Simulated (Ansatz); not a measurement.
BSiH5 (boranylsilane): methods side by side

The species is BSiH5 (7 atoms), meant as a singlet with charge 0. As SMILES, `B[SiH3]`. Geometry: relaxed at PBE0-D4/def2-TZVP.

```xyz
7

B    -0.0432   -1.1890    0.2043
Si    0.0891    0.7853   -0.1485
H    -1.1260   -1.6906    0.2901
H     0.9064   -1.9025    0.3354
H    -0.6160    1.0934   -1.4272
H    -0.6236    1.5167    0.9396
H     1.4745    1.3188   -0.2395
```

Each level gives the energy change with the B1–H4 bond stretched from 1.195 to 1.494 Å (eV). The values are calculated.

```json
{"level": "B3LYP/STO-3G (restricted)", "kind": "global hybrid", "program": "Ansatz", "value (eV)": "1.02", "less FCI/STO-3G": "+0.08"}
{"level": "wB97M-V/STO-3G (restricted)", "kind": "range-separated hybrid", "program": "Ansatz", "value (eV)": "1.07", "less FCI/STO-3G": "+0.13"}
{"level": "B2PLYP/STO-3G (restricted)", "kind": "double hybrid", "program": "Ansatz", "value (eV)": "1.06", "less FCI/STO-3G": "+0.12"}
{"level": "RPA@PBE/STO-3G (restricted)", "kind": "RPA", "program": "Ansatz", "value (eV)": "0.89", "less FCI/STO-3G": "-0.05"}
{"level": "MP2/STO-3G (restricted)", "kind": "perturbation theory", "program": "Ansatz", "value (eV)": "1.08", "less FCI/STO-3G": "+0.14"}
{"level": "CCSD(T)/STO-3G (restricted)", "kind": "coupled cluster or CI", "program": "Ansatz", "value (eV)": "0.94", "less FCI/STO-3G": "0.00"}
{"level": "CCSDT(Q)/STO-3G (restricted)", "kind": "coupled cluster or CI", "program": "Ansatz", "value (eV)": "0.94", "less FCI/STO-3G": "0.00"}
{"level": "CCSDTQ/STO-3G (restricted)", "kind": "coupled cluster or CI", "program": "Ansatz", "value (eV)": "0.94", "less FCI/STO-3G": "0.00"}
{"level": "FCI/STO-3G", "kind": "exact in the basis", "program": "Ansatz", "value (eV)": "0.94", "less FCI/STO-3G": "0.00"}
```

FCI/STO-3G is exact within its basis and frozen core, so for wave-function methods in that basis the difference is their error; functionals converge differently with the basis, so for them it is only a difference. The first shape isn't each level's own minimum. The values span 0.89 to 1.08 eV. All rows use very small basis sets, so even the best lies far from the true value.

The coupled-cluster results from CCSD(T) upward agree with FCI at 0.94 eV, so connected triples treated perturbatively already suffice at this stretch, and the higher excitations make no visible difference. MP2 gives 1.08 eV, making the bond too stiff. Lengthening B–H weakens the overlap between boron and hydrogen, narrows the σ–σ* separation and increases left-right correlation. This stabilises the stretched structure more than the initial one. Second-order theory probably recovers too little of that gain because it omits the coupling among double excitations, which coupled cluster carries to high order.

RPA errs in the opposite direction, by -0.05 eV, so summing selected correlation terms to infinite order does not by itself ensure a balanced description of the two geometries. The three hybrid and double-hybrid functionals all lie above FCI, but their spread gives no clear ranking of their intrinsic quality. The close coupled-cluster agreement applies to a modestly stretched single bond and does not establish similar accuracy towards B–H dissociation, where the restricted reference becomes much poorer.
